Boron arsenide is a semiconductor in which every boron atom has four arsenic neighbours and every arsenic atom four borons. Its density of states tells how many electron states the crystal offers at each energy. Projected onto atomic shells, it also tells which orbitals those states are made of. In the table below, from a density-functional calculation with the r2SCAN functional, two rows in the middle of the valence band are blank. How many states lie at -4.75 and -4.35 eV, and do they belong more to boron or to arsenic?

Density of states of zincblende BAs (a = 4.784 Å, 2 atoms per cell), computed with Ansatz 0.2.0 (plane-wave PAW, r2SCAN, scalar-relativistic, no spin polarisation, 500 eV cutoff). Values come from tetrahedra on a 15×15×15 k mesh, averaged over 0.2 eV bins, with energies counted from the mid-gap Fermi level. Shell columns are Löwdin projections summed over sites.

```csv
energy (eV),density of states total (states/eV/cell),DOS B 2p (states/eV/cell),DOS As 4p (states/eV/cell),DOS B 2s (states/eV/cell)
-7.95,0.35,0.07,0.16,0.0800
-7.55,0.29,0.06,0.13,0.0600
-7.15,0.24,0.05,0.11,0.0500
-6.75,0.57,0.20,0.29,0.0400
-6.35,0.84,0.32,0.43,0.0500
-5.95,0.73,0.28,0.36,0.0500
-5.55,0.8,0.32,0.39,0.0500
-5.15,0.98,0.41,0.48,0.0500
-4.75,?,?,?,?
-4.35,?,?,?,?
-3.95,1.01,0.46,0.50,0.0300
-3.55,0.96,0.44,0.47,0.0200
-3.15,0.91,0.43,0.44,0.0200
-2.75,0.86,0.42,0.42,0.0100
-2.35,0.51,0.25,0.25,0.0100
-1.95,0.35,0.17,0.16,0.0100
-1.55,0.24,0.12,0.11,0.0000
-1.15,0.14,0.07,0.06,0.0000
-0.75,0.01,0.01,0.01,0.0000
-0.35,0,0,0,0.0000
0.05,0,0,0,0.0000
0.45,0,0,0,0.0000
0.85,0.07,0.02,0.02,0.0200
1.25,0.27,0.09,0.06,0.0600
1.65,0.43,0.15,0.10,0.0800
2.05,0.56,0.20,0.14,0.0900
2.45,0.81,0.29,0.19,0.1300
2.85,1.6,0.57,0.34,0.2800
3.25,1.16,0.46,0.25,0.1500
3.65,0.76,0.30,0.19,0.0700
4.05,0.68,0.23,0.22,0.0700
4.45,1.41,0.45,0.50,0.1500
4.85,1.46,0.44,0.46,0.1900
5.25,0.91,0.31,0.30,0.0800
5.65,0.91,0.32,0.27,0.0700
```

The zero of energy lies inside the band gap and not at the top of the filled states. That top is found near -0.7 eV, where the first small value appears, so the blank rows lie roughly 4 eV deep in the valence band. A photoemission spectrum is often counted from that top instead, and the table then has to be shifted before the two are compared. Kohn-Sham levels match such a spectrum only approximately even then.

The total and its orbital make-up follow different rules, and the forecast has to treat them separately. In a crystal an electron state has a wave vector $k$ and an energy $E$ that varies with it. The density of states $g(E)$ is obtained by adding up, for each band, the surface on which the energy equals $E$:

$$g(E)\propto\int\frac{dS}{|\nabla_k E|}.$$

Here $dS$ is a piece of that surface and $|\nabla_k E|$ is the steepness of the band there. A flat stretch of band crowds many states into a narrow range of energy, while a steep stretch spreads them out.

Wherever a band has a maximum, a minimum or a saddle, the steepness vanishes at a point. In three dimensions the density of states stays finite there, but its slope breaks. These breaks are the van Hove kinks, and they give a density of states its jagged outline. Between two kinks the curve runs smoothly, so it can be continued from one side, but only as far as the next kink.

The mixture of orbitals feels these kinks less. It depends on how strongly neighbouring orbitals couple, and for a given band this usually varies gently with the wave vector. A kink shifts the mixture only as far as the states that gather there differ from the others at the same energy. The mixture can change quickly when a whole band begins or ends, because a different set of states is then being averaged. The blank rows show no sign of lying at such an edge, since the total is close to 1 state/eV/cell on both sides of them.

The known rows allow a test of this difference. Suppose that the rows at -5.95 and -5.55 eV were blank too, and that a straight line were drawn across them from -6.35 to -5.15 eV, a stretch as wide as the real gap in the table. The total would come out too high by 0.16 and 0.13 states/eV/cell, or roughly a fifth of the true values. The boron part of the p weight, which is DOS B 2p divided by the sum of DOS B 2p and DOS As 4p, would be off by only about 0.001, which is less than the rounded entries can resolve. Heights are risky to interpolate here, whereas proportions are safe.

For the total, then, a line from neighbour to neighbour is a poor choice, and the two flanks serve better. From -2.75 down to -3.95 eV the total grows evenly from 0.86 to 1.01, and the two rows between lie on the same straight line. From the other side it climbs more steeply, from 0.80 at -5.55 eV to 0.98 at -5.15 eV. Both flanks rise towards the blank rows, which suggests a crest between them.

Continued as straight lines, the flanks meet near -4.8 eV. Both blank rows then belong to the upper flank, though the deeper one only just. The upper flank gains 0.15 over 1.2 eV, or 0.125 per eV. The row at -4.75 eV lies 0.8 eV below the last known point of this flank, so its forecast is

$$1.01+0.125\times0.8=1.11\ \text{states/eV/cell}.$$

This row took no part in fixing the line.

The boron part of the p weight is 0.461 at -5.15 eV and 0.479 at -3.95 eV. A third of the way from the first to the second gives 0.467 for the row at -4.75 eV. The p shells together make up about 92 % of the total there, if that proportion is interpolated in the same way. The forecast for DOS B 2p is therefore $1.11\times0.92\times0.467\approx0.48$, and DOS As 4p takes the rest of the p weight.

The same steps for the other row, and a straight line for DOS B 2s, complete the forecast. All entries except the boron part are in states/eV/cell.

| Energy (eV) | Total | Boron part of p weight | B 2p | As 4p | B 2s |
|---|---|---|---|---|---|
| -4.75 | 1.11 ± 0.25 | 0.467 ± 0.01 | 0.48 ± 0.12 | 0.55 ± 0.12 | 0.04 ± 0.01 |
| -4.35 | 1.06 ± 0.15 | 0.473 ± 0.01 | 0.47 ± 0.07 | 0.52 ± 0.07 | 0.04 ± 0.01 |

In words, the forecast is a low crest with As 4p slightly ahead of B 2p in both rows. The error bars are judgements, guided by the test on the known rows. The total at -4.75 eV has the widest one because that row lies next to the supposed crest, where a sharp kink could lift the value well above the line.

The withheld rows as computed:

```csv
energy (eV),density of states total (states/eV/cell),DOS B 2p (states/eV/cell),DOS As 4p (states/eV/cell),DOS B 2s (states/eV/cell)
-4.75,1.12,0.49,0.56,0.0400
-4.35,1.06,0.48,0.53,0.0400
```

The total at -4.35 eV agrees with the forecast to the printed digits, and the one at -4.75 eV is higher by 0.01, about 1 % of its value. A line drawn straight from neighbour to neighbour would have given 0.99 at -4.75 eV and 1.00 at -4.35 eV, too low by 0.13 and 0.06. The low crest is there, and As 4p leads in both rows. DOS B 2p and DOS As 4p each exceed their forecasts by about 0.01, which is a single step in the last printed digit and deserves no explanation. The boron part of the p weight comes out at 0.467 and 0.475, against forecasts of 0.467 and 0.473, and DOS B 2s agrees to two decimals in both rows.

The agreement is much closer than the error bars, and it would be wrong to narrow them afterwards. No law makes a density of states straight between two kinks. The upper flank happened to be straight and to stay so for another 0.8 eV. Continued the other way, to -2.35 eV, the same line would give 0.81 where the table has 0.51. At a point on the boundary of the Brillouin zone, called L, two bands level off between -2.75 and -2.35 eV, and a kink that ends the straight stretch is expected there. A method that fails beyond such a kink has not become accurate to 1 % because it did well on the blank rows.

The result also leaves the crest itself partly untested. Both revealed rows lie on the upper flank, so they confirm that this flank continues. They do not test the steeper line from below, which rests on two rows only. The total is 1.06 at -4.35 eV, 1.12 at -4.75 eV and 0.98 at -5.15 eV, so the curve must turn somewhere between the first and the last of these. The rows stand 0.4 eV apart and each averages over only 0.2 eV, so a narrow peak could still hide between them. The band energies of the same run point to a likely place. At the wave vector called X, another point on the zone boundary, two bands level off at -4.981 eV, and a van Hove kink is expected there.

The safer half of the forecast, the proportion of boron, raises the more interesting question of why it drifts at all. At -2.35 eV the two p shells share the weight equally, and at -6.75 eV boron is down to 0.41. The simplest picture of a bond has one orbital on each atom, with a difference $\Delta$ between their energies and a coupling $V$. If the arsenic level is the lower one, the boron weight in the bonding state is

$$w_\mathrm{B}=\frac12\left(1-\frac{\Delta}{\sqrt{\Delta^2+4V^2}}\right).$$

A stronger coupling pushes the bonding state deeper and at the same time brings $w_\mathrm{B}$ closer to one half. This picture therefore wants the deeper states to be shared more equally, and the table shows the opposite.

What the picture lacks is the s orbitals, and the edge of the main band shows where they enter. Between -6.75 and -7.15 eV the total falls from 0.57 to 0.24, yet DOS B 2s hardly changes. The states that end there presumably contain very little B 2s. Those that continue below the edge are of another kind: about a fifth of their weight is B 2s, and boron holds only about 0.3 of their p weight.

The drift can thus be read as a changing blend. Near the top of the valence band the states are almost pure p and are shared about equally. Further down, states of the second kind are mixed in, and they pull the boron part of the p weight below one half. The numbers on either side of the edge support this reading only in part. Taking the row at -7.15 eV from the one at -6.75 eV leaves 0.15 of DOS B 2p and 0.18 of DOS As 4p, so the states that end there seem to lean towards arsenic as well. Higher up the reading does better. The row at -5.15 eV has the same DOS B 2s as the one at -7.15 eV. If all of it belongs to the second kind, taking the deeper row from the higher one leaves 0.36 of DOS B 2p and 0.37 of DOS As 4p, which is nearly equal. A table sorted by energy alone cannot separate the bands above the edge exactly.

Theory offers a reason why the second kind favours As 4p. Among the valence s and p shells, symmetry at X lets As 4s combine only with the B 2p orbital that points along the wave vector, and B 2s only with the matching As 4p orbital. As 4s is the deepest of these levels, so the first pair is expected to form the lowest valence band and the second pair the next one. The states of that next band then have boron s and arsenic p character together, and away from X they should keep part of it. A rough count over the listed rows, with the two forecasts included, finds 4.8 of the 8 valence electrons, so there is room below the window for the lowest band, which holds two electrons, and for the bottom of the next one, which lies at -9.727 eV at X. The make-up of the single bands is not listed, so their pairing of orbitals remains an argument.

Silicon makes a useful comparison. Its crystal has the same arrangement of atoms, but both sites carry the same element, and symmetry gives them equal weight at every energy. Its density of states has van Hove kinks all the same. The jagged outline therefore needs no difference between the atoms, whereas the drift in the shares does. In a strongly polar compound such as gallium nitride the difference is large, and the upper valence band belongs mainly to the p shell of nitrogen.

Boron arsenide stands close to silicon in this respect. The lead of arsenic in the revealed rows, 0.56 against 0.49 at -4.75 eV, is small, and its exact size depends on the atomic orbitals onto which the states are projected. These weights are not ionic charges.

For anyone who reads values off a coarse density of states, the two quantities call for different care. Within the main valence band of this crystal the proportions of the p shells can be interpolated over about 1 eV. The height needs a look at both flanks and a generous error bar. Across a band edge neither should be interpolated, since between -6.75 and -7.15 eV the total and the proportions both jump.
